Errors from the plane-wave cutoff for Mo₂N (space group R-3m) at fixed cell and atoms, relative to a run at 850 eV, computed with Ansatz 0.2.0 using PBEsol and PAW without spin polarisation. All runs use an 18×18×18 k mesh and 0.1 eV Gaussian smearing. Energies are extrapolated to zero smearing, and pressures are positive in compression and corrected for the finite cutoff.

```
wave cutoff (eV)  energy less reference (meV/atom)  pressure less reference (GPa)  largest force change (eV/Å)  plane waves at gamma
             150                             15200                          -10.3                         7.57                   141
             200                              3370                           3.52                         1.16                   227
             250                               697                           -2.8                        0.291                   337
             300                               139                          0.101                         0.07                   429
             350                              23.8                          0.166                       0.0107                   549
             380                              8.41                           0.04                      0.00214                   609
             420                              2.27                          0.008                      0.00053                   695
             460                             0.717                          0.007                      0.00047                   803
             520                             0.330                          0.006                      0.00035                   991
             600                             0.185                          0.003                      0.00022                  1189
             700                             0.063                          0.001                        6e-05                  1503
```

Each row repeats one calculation on the same crystal with fewer plane waves, and the table gives what changes against the run at 850 eV. The wave cutoff $E_c$ is the highest kinetic energy that a plane wave in the basis may have, so it sets the finest detail that an orbital can show. The cell isn't at rest at this level of theory: even the reference run has a pressure of about −7 GPa. The three error columns are differences against that run, so they describe the basis and not the state of the material.

**150 to 250 eV: too few waves for the atoms**

At 150 eV the energy lies 15.2 eV per atom above the reference, more than a chemical bond is worth. The reason lies close to the nuclei. The 2p orbital of nitrogen is compact, because there is no inner p shell that pushes it outward. Molybdenum brings its 4s and 4p shells into the calculation beside the 4d electrons, and these are compact too. A basis of long waves can only draw such orbitals too wide, and that costs energy.

Every added wave gives the orbitals more freedom, and a search for the lowest energy uses that freedom to go down. This is the main reason why the energy column falls at every step. How fast it falls depends on how much of the orbitals lies beyond the cutoff. A wave with high kinetic energy $T$ enters an orbital with a small amplitude $c$, and leaving it out costs an energy of about $T|c|^2$. The missing energy is thus a sum over the short waves, and it shrinks as their weight shrinks.

The PAW method replaces the rapid wiggles of the orbitals near the nuclei by smooth curves. If such a curve is itself close to a Gaussian, the weight of its short waves falls like a Gaussian in the wave number $q$. As kinetic energy grows as $q^2$, a Gaussian in $q$ is a plain exponential in energy:

$$\Delta U \approx A\,e^{-E_c/E_0}.$$

Here $\Delta U$ is the energy less reference, $A$ a constant and $E_0$ the step in cutoff that lowers the error by a factor $e$. A straight line through the logarithms of the six errors from 150 to 380 eV, by least squares, gives $E_0 \approx 31$ eV. In everyday terms, 50 eV more cutoff removes about four fifths of the remaining error.

The pressure column behaves quite differently. It runs from −10.3 through 3.52 to −2.8 GPa, with no steady approach to zero. To see why, one has to ask what happens to the basis when the cell is stretched. The number of plane waves grows as the volume times $E_c^{3/2}$. If the cell expands while its set of waves is kept, the waves stretch with it, and the effective cutoff drops by two thirds of a percent for each percent of volume. The basis gets poorer, the energy rises, and the crystal seems to resist expansion.

This false tension is called Pulay stress. With $U$ the energy and $v$ the volume, both per atom, it is

$$P_{\text{Pulay}} = \frac{2}{3}\,\frac{E_c}{v}\,\frac{dU}{dE_c}.$$

The energy column puts it at roughly −180 GPa for 200 eV and −50 GPa for 250 eV. The printed pressures have already been corrected for it, and they are what remains after a very large term has been taken out. From 200 to 420 eV the remainder is at most about 6 % of the estimated Pulay stress.

Such a remainder can have either sign. It may be a true effect, since the energy error itself can grow or shrink a little when the atoms move apart. It may also come from a correction that is slightly off. The data don't separate the two, so the particular order of minus, plus and minus has no explanation here beyond that.

**300 and 350 eV: a row that looks better than it is**

The row at 300 eV is a good place to work the false tension out in full. Between 250 and 300 eV the energy error falls from 697 to 139 meV per atom, which is a logarithmic slope of $\ln(697/139)/50 \approx 0.032$ per eV. At 300 eV the energy thus still falls by $139 \times 0.032 \approx 4.5$ meV per atom for each eV of cutoff. With 11.99 Å³ an atom the formula gives

$$P_{\text{Pulay}} \approx -\frac{2}{3}\times\frac{300}{11.99}\times 4.5\ \text{meV/Å}^3 \approx -75\ \text{meV/Å}^3 \approx -12\ \text{GPa}.$$

The table has an error of only 0.101 GPa in this row. Without the correction, the same runs would look far worse and yet more orderly: a strong tension that fades as the energy curve flattens. A cell relaxed with such stresses would come out too small. The correction takes away the large and regular part of the error, and what it leaves is small and irregular.

That explains how 300 eV can seem better than 350 eV, where the pressure error is 0.166 GPa. The pressure is an average over three directions, and the stress along each of them tells more. At 300 eV the error is about 0.03 GPa in the plane of the layers but 0.23 GPa along $c$; at 350 eV it is close to 0.17 GPa in both. At 250 eV the two errors were still −2.5 and −3.4 GPa, so both change sign on the way up, and 300 eV seems to lie close to the crossing. The small average doesn't show a better basis, as the energy error makes plain: it is almost six times larger at 300 eV than at 350 eV.

The forces are easier to understand than the pressure. Plane waves fill the cell evenly and don't travel with the atoms, so moving an atom in a fixed cell leaves the basis as it was. The force at a given cutoff is then the true slope of the energy at that cutoff, with no counterpart of the Pulay term. The largest force change in the table is therefore the slope of the energy error as an atom moves.

This slope gives a hint of where the energy error sits. At 300 eV the error of the whole cell is $3 \times 139 \approx 417$ meV, and the force change is 0.07 eV/Å. Moving one molybdenum atom by 0.1 Å along $c$ would change the error by about 7 meV, less than 2 % of it. Almost all of the error stays the same when the atom moves, which is what one should find if it belongs to the compact orbitals that each atom carries along.

The same reading makes sense of the first row. From 150 to 350 eV the share of the error that responds to such a move stays between 1 and 2 % in size, though its sign changes from row to row in places, while the error itself falls more than six-hundredfold. The forces improve because the energy error shrinks, and not because it becomes less sensitive to position. At 150 eV even this small share is ruinous: the force along $c$ on one of the two molybdenum atoms is −7.3 eV/Å where the reference has +0.28, so the atom would be driven the wrong way. The column prints only the size of the change and hides this reversal.

**380 to 460 eV: the exponential is put to the test**

The runs up to 380 eV carried a warning that the cutoff is below the recommended one; from 420 eV on there is none. The rows at 420 and 460 eV took no part in the fit and can test it. The exponential predicts errors of 2.5 and 0.67 meV per atom, and the table has 2.27 and 0.717. Over the range from 150 to 460 eV, in which the error falls by a factor of about twenty thousand, the law is never off by more than some 11 %. The close match at 460 eV may be partly luck, because a slower error, described below, probably makes up a good part of the printed value there.

A different decay was possible. If the weight of short waves fell as a simple exponential in $q$, the logarithm of the error would fall in a straight line with the square root of the cutoff. Fitted to the same six rows, that form gives 1.5 meV per atom at 460 eV, twice the computed value. The numbers thus favour the Gaussian picture of smooth orbitals, although a good fit doesn't prove it.

The picture also tells what to look for in a related compound. The step $E_0$ is set by the sharpest of the smoothed orbitals, so it depends on the PAW datasets as well as on the elements. With datasets of a similar kind, a material whose valence shells are all more diffuse should have a smaller $E_0$ and converge sooner. In Mo₂N both elements bring compact shells, and no row tells which of them sets the pace.

For practical work the order in which the columns settle matters. At 350 eV the forces are within about 0.01 eV/Å of the reference, while the energy is still off by 23.8 meV per atom. Most of that offset should cancel between two similar structures of the same composition computed at the same cutoff, though the table tests this only for small shifts of an atom. It does not cancel when cutoffs are mixed: setting a run at 380 eV against one at 420 eV brings in a false difference of $8.41 - 2.27 \approx 6$ meV per atom.

**520 to 700 eV: a second, slower error**

After 460 eV the fall slows down. At 520 eV the exponential leaves only about 0.09 meV per atom, but the table has 0.330. From there to 600 eV the error drops by a factor of only 1.4 per 50 eV, where it was about five before. Another error, hidden at lower cutoffs beneath the larger one, has come to the surface.

The other columns show it sooner: from 420 to 460 eV the pressure and force errors hardly move, while the energy error still falls about threefold. For its size, the slow error weighs more on pressure and forces than the fast one does. Moving a molybdenum atom by 0.1 Å would change it by 3 to 4 %, about twice the share found at the low cutoffs or more. Most of it still stays the same when the atom moves, so the share alone doesn't tell where it comes from. One possible source is the grid for the electron density, whose cutoff is always four times the wave cutoff and so grows with it. Another is that the smoothed orbitals and the functions that go with them are not perfectly smooth, which leaves a thin supply of very short waves. Runs in which only one of the two cutoffs changes would be needed to decide.

These last rows also lean on the reference. The 0.063 meV per atom at 700 eV is what the energy still gains up to 850 eV, and a slow error need not end there. At 350 eV such a remainder would hardly be noticed, but at 700 eV it could be as large as the printed value.
